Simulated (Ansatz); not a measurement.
## Ligand exchange: Si(CH3)Cl3 + C3H6Cl2 → SiCl4 + C4H9Cl

Species: Si(CH3)Cl3 (methyltrichlorosilane), singlet; C3H6Cl2 (1,3-dichloropropane) `ClCCCCl`, singlet; SiCl4 (silicon tetrachloride) `Cl[Si](Cl)(Cl)Cl`, singlet; C4H9Cl `CCCCCl`, singlet. The partners trade CH3 for Cl: Si–CH3 and C–Cl bonds give way to Si–Cl and C–CH3.

Shapes, held fixed at every level: PBE0-D4/def2-TZVP. Flexible molecules stand in one conformer, not always the lowest. Programs: Ansatz 0.2.0. The zero-point and thermal change to 298 K, harmonic and unscaled (PBE0-D4/def2-TZVP), is +3.7 kJ/mol.

**What was measured.** Tabulated heats of formation (CRC Handbook of Chemistry and Physics, NIST-JANAF tables): Si(CH3)Cl3 -528.9 (JANAF); C3H6Cl2 -159.2 (CRC); SiCl4 -662.7 (JANAF); C4H9Cl -154.4 (CRC) kJ/mol, which give ΔH(298 K) = -129.1 kJ/mol.

```json
{"level": "r2SCAN0-D4/def2-TZVPP", "kind": "global hybrid", "ΔH (kJ/mol)": "-87.5", "computed − measured": "+41.6"}
{"level": "wB97X-V/def2-TZVPP", "kind": "range-separated hybrid", "ΔH (kJ/mol)": "-84.2", "computed − measured": "+44.9"}
{"level": "MP2/def2-SVP", "kind": "perturbation theory", "ΔH (kJ/mol)": "-98.8", "computed − measured": "+30.3"}
{"level": "MP2/def2-TZVPP", "kind": "perturbation theory", "ΔH (kJ/mol)": "-89.2", "computed − measured": "+39.8"}
{"level": "CCSD(T)/def2-SVP", "kind": "coupled cluster or CI", "ΔH (kJ/mol)": "-96.1", "computed − measured": "+33.0"}
{"level": "CCSD/def2-SVP", "kind": "coupled cluster or CI", "ΔH (kJ/mol)": "-96.5", "computed − measured": "+32.6"}
{"level": "CCSD(T)/def2-TZVPP", "kind": "coupled cluster or CI", "ΔH (kJ/mol)": "-84.7", "computed − measured": "+44.4"}
{"level": "CCSD(T)/CBS estimate", "kind": "coupled cluster or CI", "ΔH (kJ/mol)": "-86.3", "computed − measured": "+42.8"}
```

Nearest: MP2/def2-SVP (+30.3); farthest: wB97X-V/def2-TZVPP (+44.9). 0 of 8 levels lie within 10 kJ/mol. The heats of C3H6Cl2, C4H9Cl come from older tables and can be uncertain by 10 kJ/mol or more. The tabulated value of Si(CH3)Cl3 is in doubt (older tables, estimates, or at odds with other calculations) and kept here. The CCSD(T) estimate misses by more than it usually does, so one of the tabulated heats may be at fault. The CBS estimate extrapolates MP2 from def2-TZVPP and def2-QZVPP and adds CCSD(T) − MP2 in the triple-zeta set, cores frozen.

Every level makes the exchange clearly exothermic. The driving force is probably the strongly polar Si–Cl bond: silicon is much more electropositive than carbon, and chlorine lone pairs can also delocalise into σ* orbitals at silicon. Replacing Si–C by Si–Cl therefore gains more than is at stake in exchanging C–Cl for C–C.

Basis set matters more here than the treatment of triples. CCSD and CCSD(T) nearly coincide in the small basis, whereas going to def2-TZVPP moves CCSD(T) from -96.1 to -84.7 kJ/mol. The closer match of MP2/def2-SVP to the tabulated value thus reflects basis-set incompleteness, not better energetics.

Both hybrids lie close to the CCSD(T)/CBS estimate of -86.3 kJ/mol, so missing correlation is an unlikely source of the common offset from experiment. Its sign would fit a true heat of formation for Si(CH3)Cl3 more negative than the tabulated one, though a single reaction cannot assign the error to one species. The exothermicity says nothing about the barrier to exchange.
